The energy change is the energy per atom of a strained crystal relative to the unstrained one, and each stress is the force per area with which the crystal pushes back on a face, positive in compression. Both come from density-functional calculations with the r2SCAN functional, in which $c$ was lengthened or shortened, $a$ and $b$ were held, and the atoms relaxed inside the cell. Three sizes are worth remembering for 1 % of strain: about 4 GPa along the strained direction, and 1.4 and 1.0 GPa along the two held ones. At 3 % the energy cost is still only about 12 meV per atom.

Al3GaN4 (8-atom cell, space group Pm, a = 5.038, b = 3.125, c = 5.410 Å) strained along c, with a and b held and the atoms relaxed in each strained cell. Ansatz 0.2.0, plane-wave PAW, r2SCAN, scalar-relativistic, no spin polarisation, cutoff 500 eV, k mesh 6×8×4. Stress is positive in compression; x, y and z run along a, b and c.

| strain (%) | energy change (meV/atom) | volume change (%) | stress xx (GPa) | stress yy (GPa) | stress zz (GPa) |
| --- | --- | --- | --- | --- | --- |
| -3 | 12.2 | -3.00 | 3.22 | 4.73 | 12.35 |
| -1.5 | 3.0 | -1.50 | 1.57 | 2.21 | 6.06 |
| 0 | 0.0 | 0.00 | 0.02 | 0.00 | 0.00 |
| 1.5 | 2.9 | 1.50 | -1.47 | -1.90 | -5.79 |
| 3 | 11.4 | 3.00 | -2.87 | -3.55 | -11.31 |

The labels need care. The edge ratios, 1.61 for $a/b$ and 1.73 for $c/b$, are those of a wurtzite crystal described in a rectangular cell, with its polar axis along $a$. The strained direction $c$ therefore lies in the basal plane, and the ratio of the edges $c$ and $a$ is not the usual wurtzite ratio. The volume change simply follows from the imposed strain, because the other two edges are fixed.

**The unstrained row** is the reference. Its largest stress is 0.02 GPa, so the cell is practically at rest. From here the first-order response of the energy vanishes, and a small strain must cost an energy that grows as its square. The stresses, in contrast, start to grow in proportion to the strain.

**The rows at ±1.5 %** show how the load is shared. Half the difference between their stresses, divided by the strain, gives a stiffness of 395 GPa along $c$. The sideways responses to the same strain are 137 GPa along $b$ and 101 GPa along the polar axis; they are not the stiffnesses met when those axes are strained themselves. All three values hold for clamped sides; a bar with free sides would yield more easily. The held directions carry stress because a crystal squeezed along $c$ would like to widen, and the fixed edges forbid it.

Why $b$ takes more of this load than the polar axis can be argued from the bonds. Each atom has one bond along the polar axis and three that lie about 20° out of the basal plane. A push along $c$ acts mainly on these three, and their directions pass it sideways within the plane more than out of it. If the bonds were plain springs and every atom followed the strain, $b$ would carry 1/3 and the polar axis 1/6 of the stress along $c$; the calculation gives 0.35 and 0.26.

This picture makes the order plausible but does not prove it, and the close match for $b$ should not be given weight. The atoms do not just follow the strain: at −1.5 %, letting them move from their starting positions released about 0.6 meV per atom, against a remaining cost of 3.0. Springs alone, with atoms free to settle, would balance the four bond forces on each atom and make the stress equal in all directions. What keeps the real crystal from behaving so is expected to be mainly the resistance of its bond angles to bending.

The sideways stress matters for nitride transistors, whose barrier layers are often stretched in both basal directions by the crystal beneath. Stretching $b$ loads $c$ by the same 137 GPa per unit strain, since both responses are one mixed derivative of the energy. To first order, a 1 % stretch both ways thus puts $(395+137)\times0.01\approx5.3$ GPa along $c$ if the polar axis is held. A real film has a free surface and can become thinner, which lowers this value.

**The rows at ±3 %** reveal that squeezing is harder than stretching. The stress along $c$ reaches 12.35 GPa in compression but only 11.31 GPa in tension. This is the ordinary behaviour of bonds: repulsion rises steeply when atoms are pushed together, while the restoring force weakens when they are drawn apart. With strain $\varepsilon$, stiffness $C$ and a softening constant $D$, the stress along $c$ is

$$\sigma_{zz}=-C\varepsilon+\tfrac12D\varepsilon^2 .$$

The rows at ±1.5 % gave $C=395$ GPa. The mean of the two stresses at ±3 %, 0.52 GPa, gives $D=2\times0.52/0.03^2\approx1160$ GPa. In other words, each per cent of stretch takes nearly 12 GPa off the stiffness.

The energy now follows, because the held faces do not move and only the stress along $c$ does work. Per volume this work is $\tfrac12C\varepsilon^2-\tfrac16D\varepsilon^3$. At −3 % the two terms are 0.178 and 0.005 GPa. Multiplied by the volume of 10.65 Å³ per atom and converted to meV, they add up to 12.2 meV per atom, as in the table.

At +3 % the second term changes sign and the estimate drops to 11.5 meV, against 11.4 in the table. A pure parabola would give 11.8 meV on both sides and miss the asymmetry. The energies played no part in finding $C$ and $D$, so the agreement shows that the stress along $c$ is consistent with the energy. That is a useful reassurance, as the strained runs carried a warning about loose convergence for stresses. The sideways stresses do no work here and are not tested in this way.

**The irregular column is stress yy**, along $b$. At 3 % its compressive value exceeds its tensile one by 33 %, while the excess is 9 % along $c$ and 12 % along the polar axis. About a fifth of the curvature in stress yy is plain geometry: the face on which it acts shrinks or grows with $c$, so the same force gives a different stress. The rest belongs to the crystal.

Its meaning becomes clear when the energy is regarded as a function of both edges. The curvature of the force along $b$ while $c$ is strained is the same derivative as the change in the stiffness along $c$ while $b$ is strained. Read in this way, a 1 % stretch of $b$ takes about 10 GPa off the stiffness along $c$ if forces are counted per original area. That is almost as much as stretching $c$ itself. Stretching the polar axis takes off only about 1 GPa, a value small enough to be blurred by the residual stress of the unstrained row.

Here the simple spring picture fails. In it, most of the load along $c$ runs through the one bond per atom whose basal projection points along $c$, and stretching $b$ would leave that bond alone if the atoms followed the strain. Springs that weaken on stretching would then make the effect of $b$ about a tenth of that of $c$, not nine tenths. A plausible remedy is the movement of the atoms: the other two bonds near the basal plane, stretched along $b$, pull the atom back along $c$ and so lengthen the third bond as well. This remains a guess, which a calculation with the atoms frozen in place could test. It also leaves open why stretching the polar axis softens $c$ so little, since there too the moving atoms would be expected to lengthen the bonds near the basal plane.
